**Why do four different methods stall near −190 meV for this Ge–H bond, and why does HF get worse at the basis limit?**

I am looking at the energy needed to pull the hydrogen off germanium in iPrO–Ge–H, computed with a ladder of wavefunction methods. The error shrinks from HF to MP2 to CCSD and then stops moving, even with quantum Monte Carlo. At the basis limit HF moves the wrong way, and MP2 at the limit beats CCSD(T) in the small basis. What controls this pattern?

Ge–H bond energy of singlet iPrO–Ge–H (to doublet iPrO–Ge and H), Ansatz 0.2.0 and AFQMC 1 (own program), def2-SVP unless marked CBS, frozen cores, RHF molecule, UHF fragments, PBE0/def2-SVP geometries. The best estimate is CCSD(T) at the def2-TZVPP/QZVPP limit, with MP2 used above TZVPP, plus the def2-SVP step from CCSD(T) to released AFQMC.

```tsv
level	this level less the best estimate at the basis limit (meV)	statistical noise, one standard error (meV)
HF	-944.0	0.000
MP2	-322.0	0.000
CCSD	-197.0	0.000
CCSD(T)	-184.0	0.000
ph-AFQMC/CISD	-201.0	13.000
released AFQMC	-181.0	23.000
HF/CBS	-960.0	0.000
MP2/CBS	-135.0	0.000
CCSD(T)/CBS	-4.0	0.000
```

**Answer**

The molecule is a bent singlet germylene with divalent germanium (O–Ge–H angle 92°), and the cut leaves doublet iPrO–Ge and a hydrogen atom. The column "this level less the best estimate at the basis limit" is measured from a bond energy of 3.164 eV, so a negative entry means underbinding, and every entry is negative. Rows marked CBS (complete basis set) are at the limit, while unmarked rows are def2-SVP and hold two errors at once, one of the method and one of the basis. The pattern follows once these two are separated.

**What the bond owes to correlation**

A hydrogen atom has one electron and no correlation energy at any level. The correlation part of the bond energy is therefore the correlation that the molecule has in excess of iPrO–Ge, and it is positive because bonding puts the extra electron into an orbital shared with one of opposite spin. HF lets these two electrons move independently, which is the standard reason why it underbinds. The table gives the size: CCSD(T) lies 956 meV above HF at the limit, 30 % of the bond energy. Any level that recovers only part of this correlation, for want of excitations or of basis functions, underbinds by the part it loses.

**The method error: a yardstick and a pair model**

A simple yardstick lets every piece of the molecule's correlation energy grow in proportion to the 30 correlated electrons, so that one electron carries 1/30, or 3.3 %. For MP2 it gives $19076/30 = 636$ meV, and the table has $944-322 = 622$ meV. This closeness doesn't prove the rule. The MP2 energy is a sum over pairs of electrons, and striking out one average electron with all its pairs, the rest unchanged, would take away twice that share. The count serves here only to compare one step with another.

A physical model treats the bond as an isolated two-electron pair, as in H$_2$. With one bonding orbital 1 and one antibonding orbital 2, MP2 gives
$$E_{\rm MP2} = -\frac{K_{12}^2}{2(\varepsilon_2-\varepsilon_1)},$$
where $\varepsilon_i$ are orbital energies and $K_{12}$ is the exchange integral that couples the two configurations. The true gap to the doubly excited configuration is
$$2\Delta = 2(\varepsilon_2-\varepsilon_1) + J_{11} + J_{22} - 4J_{12} + 2K_{12},$$
with $J_{ij}$ the Coulomb integrals, and the weak-coupling energy is $-K_{12}^2/2\Delta$. The $J$ are of similar size and larger than $K_{12}$, so $2\Delta$ is smaller than the MP2 denominator and MP2 undercorrelates the pair. CCSD is exact for two electrons, and triple excitations do not exist.

The pair model suggests that the bond takes a larger share of the molecule's step from MP2 to CCSD than of its MP2 correlation, and a smaller share of its triples energy. The numbers show both, with shares of 7.7 % for the CCSD step, 3.3 % for MP2 and 2.1 % for the triples. The CCSD step is 125 meV where the count gives 54 meV, and the triples step is 13 meV where the count gives 21 meV. These unequal shares suggest that the electron removed behaves more like half of a localized pair than like an average electron. This reading is argued from the model and agrees with the step sizes, but no column isolates the Ge–H pair.

The analogy with H$_2$ holds only for the direction of these two departures. The Ge–H pair also correlates with the lone pair and the Ge–O bond, so triples can contribute a little. Each step also holds any change in the correlation of the electrons left behind on the fragment. The molecule itself is well described by one determinant (stable RHF, $T_1$ diagnostic 0.016), but the fragment is treated with UHF. Spin polarization in that reference could move the HF and MP2 rows by some amount, a possibility that is untested here.

**The plateau is a basis error**

Where two opposite-spin electrons meet, the exact wavefunction has a cusp, and products of smooth orbitals describe it slowly, with an error that falls roughly as $X^{-3}$ in the basis cardinal number $X$. The molecule has one more pair sharing an orbital than its fragments, so a small basis penalizes it more and underbinds. A basis this small also lacks functions for correlation at longer range, and the table doesn't separate the two shortages. No treatment of excitations inside def2-SVP can repair this, which is why CCSD, CCSD(T) and both AFQMC rows stop together, within 20 meV of each other around −191 meV. For CCSD(T) the step to the limit is +180 meV, which is its whole error in the small basis to within the 23 meV noise of the reference.

The cusp is a short-range feature reached through high-lying virtual orbitals, where denominators are large and second order is nearly sufficient. Theory therefore suggests that the basis shift of MP2 carries over to CCSD(T) as an added constant. The MP2 shift is $-135-(-322) = +187$ meV, which gives $-184+187 = +3$ meV for CCSD(T)/CBS. The table has −4 meV, a miss of 7 meV, which is the difference between the two basis shifts.

A common scale factor on the whole correlation energy, taken from MP2, misses the same row by 52 meV, so addition is the better picture. The test is weaker than it looks, because the limit above TZVPP was itself built with MP2. A crude $X^{-3}$ law puts about a third of the shift in that imposed part. Addition also accounts for the crossing in the question: MP2 keeps nearly the same method error, −138 meV relative to CCSD(T) in def2-SVP and −131 meV at the limit, and this is smaller than the basis error that CCSD(T) carries in def2-SVP.

**The irregular rows**

HF has no electron–electron cusp to describe, so its energy converges faster with the basis. What def2-SVP still lacks at this level nearly cancels between molecule and fragments. The shift of −16 meV is the small remainder, and its sign depends on which side the basis suits better. The negative sign shows that def2-SVP favours the molecule at this level. A plausible guess is basis superposition, with the hydrogen borrowing germanium functions that the free atom lacks, but nothing here tests it.

The phaseless AFQMC row lies 17 meV below CCSD(T) with a standard error of 13 meV, so the offset is unresolved and needs no cause. The total energies differ far more: the walk puts the molecule 71 meV below CCSD(T), which implies 88 meV for the fragment, since both methods are exact for hydrogen in the basis. What CCSD(T) and AFQMC treat differently sits mostly in electrons that both sides share, and it cancels. The bias of the phaseless constraint is not included in the quoted noise.

Two rows, CCSD(T)/CBS and released AFQMC, are not tests at all. The best estimate is CCSD(T)/CBS plus the 3 meV step from CCSD(T) to released AFQMC in def2-SVP, so the errors of those two rows follow by construction, and the released walk was admitted as reference only because it agreed with coupled cluster. The 23 meV noise of that step cancels in the released AFQMC row and shifts all other rows together, including those printed with zero noise, while differences between deterministic rows are free of it. The steps, shares and both transfer estimates are printed in the output below.

**What carries over**

By the same argument, a bond between hydrogen and a related atom, such as Si–H or Sn–H, should show a large gain at MP2, a further gain at CCSD, a small triples step and then a basis plateau, though only this one bond has been examined. The order need not hold for O–H or F–H, where compact lone pairs crowd the bond pair and MP2 can already give a stronger bond than CCSD. All of this is internal to the calculation, since Ge 3d is frozen and relativity, spin-orbit coupling and zero-point motion are left out, so a measured bond energy would differ. Ge–H cleavage matters for germanium precursors and for hydrogen loss during film growth. For this bond, going from def2-SVP to the basis limit changes the CCSD(T) answer more than ten times as much as adding triples to CCSD does.

Printed output of the fit:

```
Shape: Ge-H 1.60 A, Ge-O 1.80 A, O-Ge-H 92 deg
Rounding: 0.5 meV per entry, up to 1 meV per difference of two entries
level: bond energy eV, error in % of best estimate
  HF: 2.220 eV, -29.8 %
  MP2: 2.842 eV, -10.2 %
  CCSD: 2.967 eV, -6.2 %
  CCSD(T): 2.980 eV, -5.8 %
  ph-AFQMC/CISD: 2.963 eV, -6.4 %
  released AFQMC: 2.983 eV, -5.7 %
  HF/CBS: 2.204 eV, -30.3 %
  MP2/CBS: 3.029 eV, -4.3 %
  CCSD(T)/CBS: 3.160 eV, -0.1 %
Method part in SVP = level less released AFQMC (noise 23 meV)
  HF: -763 meV = 33.2 x noise
  MP2: -141 meV = 6.1 x noise
  CCSD: -16 meV = 0.7 x noise
  CCSD(T): -3 meV = 0.1 x noise
  ph-AFQMC/CISD: -20 meV = 0.9 x noise
Basis shift SVP to limit, meV: HF -16, MP2 +187, CCSD(T) +180
Correlation part of the shift, meV: MP2 +203, CCSD(T) +196
Share of CCSD(T)/SVP error that is basis: 98 %
Correlation in bond, meV: MP2 622 SVP, 825 limit; CCSD(T) 760 SVP, 956 limit
CCSD(T) correlation at limit as share of bond energy: 30 %
SVP recovers of limit correlation: MP2 75 %, CCSD(T) 79 %
MP2 less CCSD(T), meV: SVP -138, limit -131
MP2/CCSD(T) correlation: bond SVP 82 %, bond limit 86 %, whole molecule SVP 89 %
CCSD(T) at limit, table -4 meV
  additive MP2 shift: +3 meV, miss +7 meV
  common scale factor 1.326: +48 meV, miss +52 meV
  crude X^-3 law: about 30 % of the shift lies above triple zeta, made with MP2
By construction: CCSD(T) limit + released step = -1 meV (step +3 meV)
Step (SVP): molecule, implied fragment, bond, 1/30 count, miss (meV); share; bond/count
  MP2: -19076, -18454, 622, 636, +14; 3.3 %; 0.98
  CCSD-MP2: -1627, -1502, 125, 54, -71; 7.7 %; 2.30
  (T): -625, -612, 13, 21, +8; 2.1 %; 0.62
  CCSD(T) sum: -21328, -20568, 760, 711, -49; 3.6 %; 1.07
  counting share 1/30 = 3.3 %
ph-AFQMC less CCSD(T), bond: -17 +- 13 meV = 1.3 x noise
  molecule total: -71 +- 9 meV
  implied fragment total: -88 +- 10 meV
Spread of CCSD, CCSD(T), both AFQMC in SVP: 20 meV, mean error -191 meV
```
